The reach of a square-root Hamiltonian: response to distance, mass, dimension and material

THE QUESTION

A free spinless particle of mass m has the energy E = √((mc²)² + (ħck)²). The positive-frequency solutions of the Klein-Gordon equation therefore obey iħ ∂ψ/∂t = Hψ with

H = ħc √(1/λ² − ∇²),   λ = ħ/(mc),

where λ is the reduced Compton length. The Klein-Gordon equation itself is local, but H is not: (Hψ)(r) = ∫ G(|r − r′|) ψ(r′) dV′, with a kernel G that couples separated points. The two-band dispersion of a direct-gap semiconductor has the same form, so the same kernel describes long-range hopping in a nonparabolic conduction band.

The reference case is a charged pion with the typical value λ = 1.41 fm (1 fm = 10⁻⁶ nm). With ħc = 197.3 MeV·fm this means mc² = ħc/λ = 140 MeV. The two points lie one λ apart. How does their coupling respond, in sign and size, when one thing at a time is changed: the distance, the mass, an applied potential, the number of dimensions, the particle (an electron in InAs or GaAs), a film thickness, a nanotube diameter?

THE KERNEL

For any a > 0, √a = (4π)^(−1/2) ∫₀^∞ (1 − e^(−ta)) t^(−3/2) dt. Put a = 1/λ² − ∇², so that t is a length squared. The term 1 is the identity and acts only at r = 0. The operator e^(t∇²) is ordinary diffusion, with kernel (4πt)^(−d/2) exp(−r²/4t) in d dimensions. For r ≠ 0 and ν = (d + 1)/2,

G_d(r) = −ħc (4π)^(−ν) ∫₀^∞ t^(−ν−1) exp(−r²/4t − t/λ²) dt.

The integral equals 2 (2/(λr))^ν K_ν(z), with z = r/λ and K_ν the modified Bessel function of the second kind. Hence G_d = −2ħc (2πλr)^(−ν) K_ν(z), or explicitly

G₁ = −ħc K₁(z)/(πλr) = −ħc S₁/(π r²),   S₁ = z K₁(z)
G₂ = −ħc S₂/(2π r³),   S₂ = (1 + z) e^(−z)
G₃ = −ħc K₂(z)/(2π²λ²r²) = −ħc S₃/(π² r⁴),   S₃ = z² K₂(z)/2.

G_d has the unit energy per length^d. Each kernel is a power law that contains no mass, times a screening factor S_d that starts at 1. Substituting u = r²/4t shows what S_d is:

S_d = average of exp(−z²/4u) over the normalised weight u^(ν−1) e^(−u)/Γ(ν).

Three rules follow without any Bessel table. G is negative at every distance and in every dimension. S falls when z rises. S at given z rises with d, because a larger ν shifts the weight to larger u, where the exponential is nearer to 1. For small z, S₃ ≈ 1 − z²/4, since the average of 1/u is 1 for ν = 2, so G₃ tends to −ħc/(π²r⁴). For large z, K_ν ≈ √(π/2z) e^(−z), and S₃ ≈ √(π/8) z^(3/2) e^(−z) (1 + 15/(8z)), so G₃ decays as r^(−5/2) e^(−r/λ).

Small changes are governed by the sensitivity s_d = −d ln S_d/d ln z. From d(zⁿKₙ)/dz = −zⁿKₙ₋₁,

s₁ = z K₀/K₁,   s₂ = z²/(1 + z),   s₃ = z K₁/K₂.

All three grow steadily with z.

z      S₁     S₂     S₃     s₁     s₂     s₃
0.5   0.828  0.910  0.944  0.279  0.167  0.110
1     0.602  0.736  0.812  0.699  0.500  0.370
2     0.280  0.406  0.508  1.629  1.333  1.102

At the reference point, G₃ = −197.3 × 0.812/(π² × 1.41⁴) = −4.11 MeV/fm³.

The minus sign has a familiar meaning. Since a constant ψ must return mc², H can be written

(Hψ)(r) = mc² ψ(r) + ∫ |G| [ψ(r) − ψ(r′)] dV′,

with the integral taken symmetrically about r′ = r. This is a tight-binding model with negative hopping to all distances: the band minimum lies at k = 0 and any variation of ψ costs energy. The long reach does not allow signals faster than light, because the full Klein-Gordon field, with both signs of frequency, spreads within the light cone. It expresses the fact that a description by positive energies alone has no sharp notion of position below λ.

CHANGE 1: THE DISTANCE IS DOUBLED OR HALVED

Reasoning. Both factors of G₃ fall with r, so the magnitude drops and the sign stays negative. The local slope is d ln|G₃|/d ln r = −(4 + s₃). Between z = 1 and z = 2 the exponent 4 + s₃ runs from 4.37 to 5.10, so doubling r multiplies G by something between 2^(−5.10) = 0.029 and 2^(−4.37) = 0.048. For halving, the exponent runs from 4.11 to 4.37, and the gain lies between 17.3 and 20.7. Near r = λ the power law does most of the work, and the mass only trims it.

Calculation. Doubling gives S₃(2)/(16 S₃(1)) = 0.0390, so G₃ = −0.160 MeV/fm³ at 2.82 fm. Halving gives 16 S₃(0.5)/S₃(1) = 18.6. A pure e^(−r/λ) rule would give 0.37 for the doubling, about ten times too large. The exponential law describes the slope only where 1/λ exceeds the power-law contribution 5/(2r) by a good margin, that is several λ out.

CHANGE 2: THE MASS IS CHANGED AT FIXED DISTANCE

Reasoning. The prefactor ħc/(π²r⁴) has no mass in it, and z = rmc/ħ is proportional to m, so d ln|G₃|/d ln m = −s₃. A heavier particle couples more weakly, a lighter one more strongly. The gain is capped, since S cannot exceed 1. The response is weak inside λ, where s₃ ≈ z²/2, and strong outside, where s₃ approaches z − 3/2.

Small change. The neutral pion is lighter than the charged one by a typical 3.3 %. The linear estimate at r = 1.41 fm is 0.370 × 3.3 % = +1.2 %, and the full ratio S₃(0.967)/S₃(1) gives +1.2 % as well. At r = 2.82 fm the estimate is 1.102 × 3.3 % = +3.6 % and the full ratio S₃(1.934)/S₃(2) gives +3.7 %. The same change of mass matters three times as much at twice the distance.

Large changes. Doubling the mass at r = 1.41 fm moves z from 1 to 2. The sensitivities at the two ends bracket the ratio between 2^(−1.102) = 0.47 and 2^(−0.370) = 0.77; the calculation gives S₃(2)/S₃(1) = 0.625. Removing the mass altogether gives 1/S₃(1) = 1.23. A massless particle is coupled only 23 % more strongly at this distance. What the mass controls is the far tail, which becomes a power law without any cutoff as m → 0.

CHANGE 3: A UNIFORM POTENTIAL IS APPLIED

Reasoning and calculation coincide here, and the effect on |G| is zero. A constant potential V adds qV to E(k), where q is the charge. The Fourier transform of a constant is a delta function, so the added kernel qV δ(r − r′) vanishes between separated points. The same holds for any added term proportional to k², which is a second derivative and hence local. A uniform vector potential A replaces k by k − qA/ħ, and a shift in k-space multiplies the kernel by the phase exp(iqA·(r − r′)/ħ), which leaves the magnitude alone. Only the part of E(k) that is not a polynomial reaches across a distance. The decay length is set by the branch point of the square root at k = i/λ, which neither a constant nor a k² term can move.

A potential that varies in space is another matter. It mixes positive and negative energies, and H + qV stops being an adequate stand-in for the Klein-Gordon equation when the energy gained over one λ approaches mc², that is at fields of order mc²/(|q|λ).

CHANGE 4: THREE DIMENSIONS BECOME TWO OR ONE

Kernels in different dimensions carry different units, so they are compared through S_d or through a mean range. Insert a plane wave into the hopping form of H: E − mc² = ∫ |G| [1 − cos(k·r)] dV. To second order, 1 − cos(k·r) averages over directions to k²r²/(2d), and the result must be ħ²k²/2m, so ∫ r²|G_d| dV = d ħ²/m = d ħcλ. The inverse mass is the second moment of the kernel. Since dV ∝ r^(d−1) dr and |G_d| ∝ S_d/r^(d+1), the weight r²|G_d| dV is simply proportional to S_d(z) dz. The mean distance from which the inverse mass is collected is

⟨r⟩ = λ ∫ z S_d dz / ∫ S_d dz.

Reasoning. S_d falls faster in lower dimension (the third rule), so at fixed λ the range should shrink when a dimension is removed. All three share the same exponential, so the change should be tens of per cent and no more.

Calculation. The integrals ∫ S_d dz are π/2, 2 and 3π/4 for d = 1, 2, 3, and ∫ z S_d dz are 2, 3 and 4. The mean ranges are 4/π = 1.27, 3/2 and 16/(3π) = 1.70 in units of λ. For the pion the range falls from 2.39 fm in three dimensions to 1.80 fm in one, a reduction of exactly one quarter. The sensitivity to mass at z = 1 nearly doubles, from 0.370 to 0.699.

CHANGE 5: THE PION BECOMES A CONDUCTION ELECTRON

In the symmetric two-band (Kane-type) model, energies measured from midgap are ±√((E_g/2)² + (ħvk)²). With ε the energy above the band edge, squaring gives ε(1 + ε/E_g) = ħ²k²/2m* and m* = E_g/(2v²), the usual nonparabolic band. The dictionary is mc² → E_g/2, c → v, and

λ = 2ħv/E_g = ħ √(2/(m* E_g)).

Inside the gap k is imaginary, and its magnitude peaks at midgap with the value 1/λ. The decay length of the kernel is thus the shortest decay length of the model's complex band, known from band-to-band tunnelling.

Reasoning. The rest energy drops from 10⁸ eV to a fraction of an eV, while v falls below c by only a few hundred, so λ must grow about a millionfold, to nanometres. The table of S_d and s_d carries over unchanged.

Calculation. Typical inputs are E_g = 0.35 eV, m* = 0.023 m₀ and lattice constant a = 0.606 nm for InAs, and 1.42 eV, 0.067 m₀ and 0.565 nm for GaAs, with m₀ the free-electron mass and 2ħ²/m₀ = 0.1524 eV·nm². The model gives

          λ (nm)   ħv (eV·nm)   v (10⁸ cm/s)   λ/a
InAs      4.35     0.761        1.16           7.2
GaAs      1.27     0.899        1.37           2.2

For InAs, c/v = 259 and λ is 3.1 × 10⁶ times that of the pion. At r = λ, G₃ = −ħv S₃(1)/(π²λ⁴) = −0.175 meV/nm³. The hopping energy between Wannier functions of a band is the Fourier transform of its E(k) times the cell volume Ω, so t(r) = Ω G₃(r) as long as small k dominates. With Ω = a³/4 = 0.0556 nm³ the model's hopping over 4.35 nm is −9.7 µeV. Each term is tiny, but the number of cells in a shell grows as r², and the second moment weights them with a further r².

Now swap InAs for GaAs at the same 4.35 nm. Two effects oppose each other. The prefactor ħv rises by the factor 1.18, while z rises from 1 to 3.44. The second should win, since it sits in an exponential, but by less than e^(−2.44) = 0.087 suggests, because the powers of z in S₃ hold it up. The large-z formula estimates S₃ = 0.198 and a ratio of 0.29. The Bessel function gives S₃ = 0.207 and a ratio of 0.30. A gap four times wider costs the model's coupling a factor of about three at this distance.

These numbers are the model's. It omits the split-off and remote bands and treats electron and light hole as mirror images. It is a continuum description, valid for r well above a. The 1/r⁴ regime needs a ≪ r ≪ λ, a narrow window for λ/a = 7.2 and none for λ/a = 2.2, where the lattice is nearly as coarse as the length under study. The one-band picture also needs fields well below E_g/(2eλ), with e the elementary charge, which is 0.40 MV/cm in the InAs model; near that field interband tunnelling sets in.

CHANGE 6: BULK InAs BECOMES A 10 nm FILM

Reasoning. Let ψ vanish at two walls a distance L apart, an assumed hard-wall condition on ∇². In the lowest subband −∇² becomes (π/L)² plus the in-plane part, and the constant joins the mass term:

1/λ′² = 1/λ² + (π/L)².

The in-plane kernel is G₂ with λ′ in place of λ. Confinement removes a dimension and makes the particle heavier, and both shorten the range. As π/L = 0.314 nm⁻¹ exceeds 1/λ = 0.230 nm⁻¹, the sum of squares more than doubles, so the second effect is the larger one and the range should roughly halve.

Calculation. λ′ = 2.57 nm. The subband edge lies ħv(1/λ′ − 1/λ) = 0.12 eV above the bulk edge. The mean range goes from 1.70 λ = 7.39 nm to 1.5 λ′ = 3.85 nm, a ratio of 0.52, of which 0.88 comes from the dimension and 0.59 from λ′/λ. Barriers of finite height let ψ leak out and lower the transverse wave number, which would place the model's λ′ between 2.57 and 4.35 nm.

CHANGE 7: A CARBON NANOTUBE DOUBLES ITS DIAMETER

Reasoning. Near its K point graphene has E = ħv|k|, the massless case. Rolling it into a tube of diameter D quantises the wave number around the circumference in steps of 2/D. In a semiconducting tube the nearest allowed line misses K by a third of a step, so the lowest subband has E = ħv √(k² + (2/3D)²). This is the one-dimensional square root with λ = 3D/2, whatever the value of v. A wider tube has a smaller gap and a longer λ, so the coupling at a fixed axial distance grows. Take D from 1.0 to 2.0 nm and x = 3 nm. Then λ goes from 1.5 to 3.0 nm and z from 2 to 1, and the sensitivities s₁ bracket the gain between 2^0.699 = 1.62 and 2^1.629 = 3.09.

Calculation. S₁(1)/S₁(2) = 2.15. A gapless tube would reach 1/S₁(2) = 3.57, the ceiling for any change of diameter. These are ratios of the zone-folding model with equal v in both tubes. Curvature and trigonal warping shift the gap by a few per cent, as a typical size at these diameters, and electron-electron interaction, which depends on the dielectric surroundings, is left out.

WHAT TO CARRY OVER

Write the coupling as power law times S_d(r/λ) and ask which factor a change touches. Distance touches both, with slope −(d + 1 + s_d). At fixed velocity and dimension, mass, gap, tube diameter and film thickness act through the decay length alone, with d ln|G_d|/d ln λ = +s_d, where s_d is below 1 at r = λ and close to r/λ far out. The logarithmic slope is therefore −s_d for mass or gap, which are proportional to 1/λ, +s₁ for the tube diameter, which is proportional to λ, and +s₂(πλ′/L)² for the thickness of a film. Going from bulk to film touches both factors: besides shortening λ to λ′ it lowers d, so that r⁻⁴ becomes r⁻³ and S₃ becomes S₂. A change of material also rescales the prefactor ħv. Uniform potentials and parabolic terms touch neither. A simulation that replaces the band by ħ²k²/2m* keeps the second moment of this kernel and discards its shape, which is justified only while the envelope varies slowly over λ, about 4 nm in the InAs model and little more than 1 nm in the GaAs model.